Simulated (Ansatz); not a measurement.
# Sb: the change of energy above lowest point with volume scale

Free energy against uniform scaling of the volume at fixed shape and fractions; periodic cell, basis, potentials, k mesh and filling as listed. The results are calculated, by Ansatz 0.2.0.

The cell before it is scaled or strained (space group R-3m, No. 166):
```
cell vectors (Å)
   2.1542     1.2437     3.7580
  -2.1542     1.2437     3.7580
   0.0000    -2.4875     3.7580
atoms (fractions of the cell vectors)
Sb  0.23349  0.23349  0.23349
Sb  0.76651  0.76651  0.76651
```

Settings of every row: functional PBE; dispersion none; potentials all-electron LAPW; k mesh 8x8x8; k shift 0x0x0; occupations gaussian; smearing width 0.1 eV; spin none.

Limits: coarse k mesh, up to 40 meV an atom off.

| row | volume scale | V (Å³/atom) | energy above lowest point (meV/atom) |
| --- | --- | --- | --- |
| 1 | 0.94 | 28.394 | 65.7 |
| 2 | 0.96 | 28.998 | 42 |
| 3 | 0.98 | 29.602 | 24.2 |
| 4 | 1 | 30.206 | 11.6 |
| 5 | 1.02 | 30.81 | 3.7 |
| 6 | 1.04 | 31.414 | 0 |
| 7 | 1.06 | 32.018 | ? |

Question: what energy above lowest point should row 7 give?

Worked fit of energy above lowest point. Take u = (V_r/V)^(2/3) − 1 with V_r = 29.904 Å³ an atom, which is twice the finite (Eulerian) strain; such expansions in the strain, on which the Birch-Murnaghan equation of state is built, carry the rest volume and the bulk modulus. The shown rows have u = 0.03515, 0.02072, 0.00679, -0.00668, -0.0197, -0.03231. Least squares give energy above lowest point = 17.28 + 933 × u + 12478 × u² + 4797 × u³ meV/atom; a parabola predicts inner rows, each left out in turn, worse (root mean square 0.06 against 0.016 meV/atom). All shown rows lie on it to the printed digit. The withheld row has u = -0.04452, so the fit gives 17.28 + 933 × (-0.04452) + 12478 × (-0.04452)² + 4797 × (-0.04452)³ = 0.1 meV/atom.

The calculation gave 0.1 meV/atom. The fit meets it to the printed digit. This row lies beyond the range of the fit.
